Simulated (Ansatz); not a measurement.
## A series in temperature on Ta

Results calculated with Ansatz 0.2.0, not measured. Harmonic vibrational free energy, entropy and heat capacity at constant volume, per atom, from the force constants of a q mesh, imaginary modes left out; plane waves with PAW datasets, Gamma-centred k mesh.

Structure of every row (space group Im-3m, No. 229):
```
Ta
1.0
     -1.6527     1.6527     1.6527
      1.6527    -1.6527     1.6527
      1.6527     1.6527    -1.6527
Ta
1
Direct
  0.00000 0.00000 0.00000
```

Settings of every row: functional PBEsol; dispersion none; spin none; wave cutoff 420 eV; k mesh 20x20x20; occupations fermi dirac; smearing width 0.15 eV; volume over rest 1.02; phonon method linear response; q mesh 2x2x2.

Limits: coarse q mesh; levels loosely converged; metal sensitive to the k mesh; no spin-orbit coupling, which can matter with elements this heavy.

| row | temperature (K) | phonon entropy (kB/atom) | phonon heat capacity (kB/atom) | phonon free energy (meV/atom) |
| --- | --- | --- | --- | --- |
| 1 | 200 | 3.613 | 2.81 | -7.2 |
| 2 | 300 | 4.776 | 2.913 | -43.7 |
| 3 | 400 | 5.62 | 2.951 | -88.6 |
| 4 | 500 | 6.281 | 2.968 | -140 |
| 5 | 600 | 6.823 | 2.978 | -196.5 |
| 6 | 700 | ? | ? | ? |
| 7 | 800 | 7.681 | 2.987 | -321.9 |
| 8 | 900 | 8.033 | 2.99 | -389.6 |
| 9 | 1000 | 8.348 | 2.992 | -460.2 |

Question: what phonon entropy and phonon heat capacity should row 6 give?

Worked fit of phonon entropy. Entropy rises as the heat capacity times the change of ln T, so take t = ln(T / 300 K). The shown rows have t = -0.4055, 0, 0.2877, 0.5108, 0.6931, 0.9808, 1.0986, 1.204. Least squares give phonon entropy = 4.7814 + 2.90772 × t + 0.04743 × t² kB/atom; a straight line predicts inner rows, each left out in turn, worse (root mean square 0.012 against 0.0041 kB/atom). The rows lie off it by 0.003, -0.005, -0.002, 0.002, 0.003, 0.002, 0.000, -0.003 (root mean square 0.0028 kB/atom), a smooth pattern that one more power would take up: the form is only approximate. The slope at t = 0, 2.91 kB/atom, estimates the heat capacity at 300 K. The withheld row has t = 0.8473, so the fit gives 4.7814 + 2.90772 × (0.8473) + 0.04743 × (0.8473)² = 7.279 kB/atom.

The calculation gave 7.282 kB/atom. The fit lies 0.003 kB/atom (0.063 % of the column's range) below it; its largest miss of a shown row is 0.005 kB/atom.

Worked fit of phonon heat capacity. At high temperature a harmonic heat capacity falls short of its limit by a term in 1/T², so take t = (100 K / T)². The shown rows have t = 0.25, 0.11111, 0.0625, 0.04, 0.02778, 0.01562, 0.01235, 0.01. Least squares give phonon heat capacity = 2.9998 − 0.7953 × t + 0.145 × t² kB/atom; a straight line predicts inner rows, each left out in turn, worse (root mean square 0.00087 against 0.00039 kB/atom). All shown rows lie on it to the printed digit. The constant, 2.9998 kB/atom, is to be held against the harmonic limit of 3 k_B an atom. The withheld row has t = 0.02041, so the fit gives 2.9998 − 0.7953 × (0.02041) + 0.145 × (0.02041)² = 2.984 kB/atom.

The calculation gave 2.984 kB/atom. The fit meets it to the printed digit.

The other values of row 6: phonon free energy -257.4 meV/atom.
